## Solution key: truncating gradient exchange at second order for a 1s density

**Conventions.** One electron, fully spin-polarised, non-relativistic, fixed nucleus, with the density held at $n=(Z^3/\pi a_0^3)\,e^{-2Zr/a_0}$. The energy unit is $E_h=e^2/4\pi\varepsilon_0a_0=4.360$ aJ. Spin scaling gives
$$E_x=-\tfrac34\left(\tfrac6\pi\right)^{1/3}E_ha_0\int n^{4/3}F(s)\,d^3r,\qquad s=\frac{|\nabla n|}{2k_Fn},\quad k_F=(6\pi^2n)^{1/3}.$$
Exact exchange cancels the Hartree energy: $E_x=-\tfrac5{16}ZE_h$.

### (a) Where the assumption enters

Here $s=Z/(a_0k_F)$. With $t=4Zr/3a_0$, $s^2=s_0^2e^{t}$, $s_0=(6\pi)^{-1/3}=0.376$ and $n^{4/3}\propto e^{-2t}$, so
$$E_x=4E_{\rm LSD}\int_0^\infty t^2e^{-2t}F\,dt,\qquad E_{\rm LSD}=-\tfrac{81}{256}6^{1/3}\pi^{-2/3}ZE_h=-0.2680\,ZE_h .$$
The assumption is $F\approx1+\mu s^2$ at all radii, although $s$ grows without bound. It gives
$$E_2=4\mu s_0^2E_{\rm LSD}\int_0^\infty t^2e^{-t}dt=8\mu s_0^2E_{\rm LSD}.$$
In Becke's variable $x=|\nabla n|/n^{4/3}=2(6\pi^2)^{1/3}s$ the term is $-\beta E_ha_0\int n^{4/3}x^2d^3r$. Then $\mu=65.31\beta$ and $E_2=-\tfrac{27}2\pi^{1/3}\beta ZE_h=-19.77\beta ZE_h$.

### (b) First correction

A term $\propto s^4$ in $F$ leads to $\int t^2dt$, which diverges, so the next Taylor order cannot supply the correction. A damped $F$ is required. For the PBE form (Perdew, Burke and Ernzerhof, 1996),
$$F=1+\frac{\mu s^2}{1+\mu s^2/\kappa},\qquad a=\frac{\mu s_0^2}{\kappa},\quad L=\ln\frac1a ,$$
the identity
$$\frac{e^{-t}}{1+ae^t}=e^{-t}-\frac{a}{1+ae^t}$$
separates the undamped term exactly:
$$E_x=E_{\rm LSD}+E_2(1-D),\qquad D=\frac a2\int_0^\infty\frac{t^2\,dt}{e^{t-L}+1}.$$
Split the integral at $t=L$, put $f(y)=1/(e^y+1)$ and use $f(-y)=1-f(y)$:
$$\int_0^\infty\frac{t^2dt}{e^{t-L}+1}=\frac{L^3}{3}+4L\int_0^\infty yf\,dy+\int_L^\infty(y-L)^2f\,dy .$$
The middle integral is $\pi^2/12$. In the last, $f\approx e^{-y}$ for small $a$, which gives $2a$. Hence
$$\boxed{D=a\left(\frac{L^3}{6}+\frac{\pi^2L}{6}\right)+O(a^2)}$$
The correction $-DE_2$ is positive and of order $\mu^2\ln^3(\kappa/\mu s_0^2)$, not analytic in $\mu$. The $L^3$ term is the divergent $s^4$ integral cut off at $\mu s^2=\kappa$. $D$ is independent of $Z$.

### (c) Size in the H atom

The PBE inputs $\mu=0.2195$, $\kappa=0.804$ give $a=0.0385$ and $L=3.256$. The point $\mu s^2=\kappa$ lies at $r=3La_0/4=129$ pm. The region beyond it holds a fraction $a(1+L+L^2/2)=37\%$ of $E_2$, but only $a^2(1+2L+2L^2)=4.3\%$ of $E_{\rm LSD}$.

The two terms of the boxed result are 0.222 and 0.206, so $L^3$ alone is insufficient. Their sum is 0.428, and the full integral gives $D=0.430$.

B88 (Becke, 1988; $\beta=0.0042$, equivalent to $\mu=0.274$) divides $x^2$ by $1+6\beta x\,\mathrm{arsinh}\,x$. Since $x=2\pi^{1/3}e^{t/2}\ge2.93$, the replacement $\mathrm{arsinh}\,x\approx x$ fails everywhere and the boxed formula does not apply. Numerical integration gives
$$D=1-\frac12\int_0^\infty\frac{t^2e^{-t}dt}{1+6\beta x\,\mathrm{arsinh}\,x}=0.498 .$$

With $E_{\rm LSD}=-1.169$ aJ and exact $E_x=-1.362$ aJ, energies in aJ, each entry rounded separately:

| | $E_2$ | truncated $E_x$ | error | $-DE_2$ | damped $E_x$ | error |
|---|---|---|---|---|---|---|
| PBE | $-0.290$ | $-1.458$ | $-0.096$ | $+0.124$ | $-1.334$ | $+0.029$ |
| B88 | $-0.362$ | $-1.531$ | $-0.168$ | $+0.180$ | $-1.350$ | $+0.012$ |

### (d) Conclusion

Both truncated forms overshoot the exact exchange energy. The correction removes 43% (PBE) or 50% (B88) of $E_2$, exceeds the overshoot in each case and reverses the sign of the error. Its size depends on the damping function chosen, not on the gradient coefficient alone. For an exponentially decaying density the large-$s$ form of $F$ therefore matters at the same order as $\mu$ itself.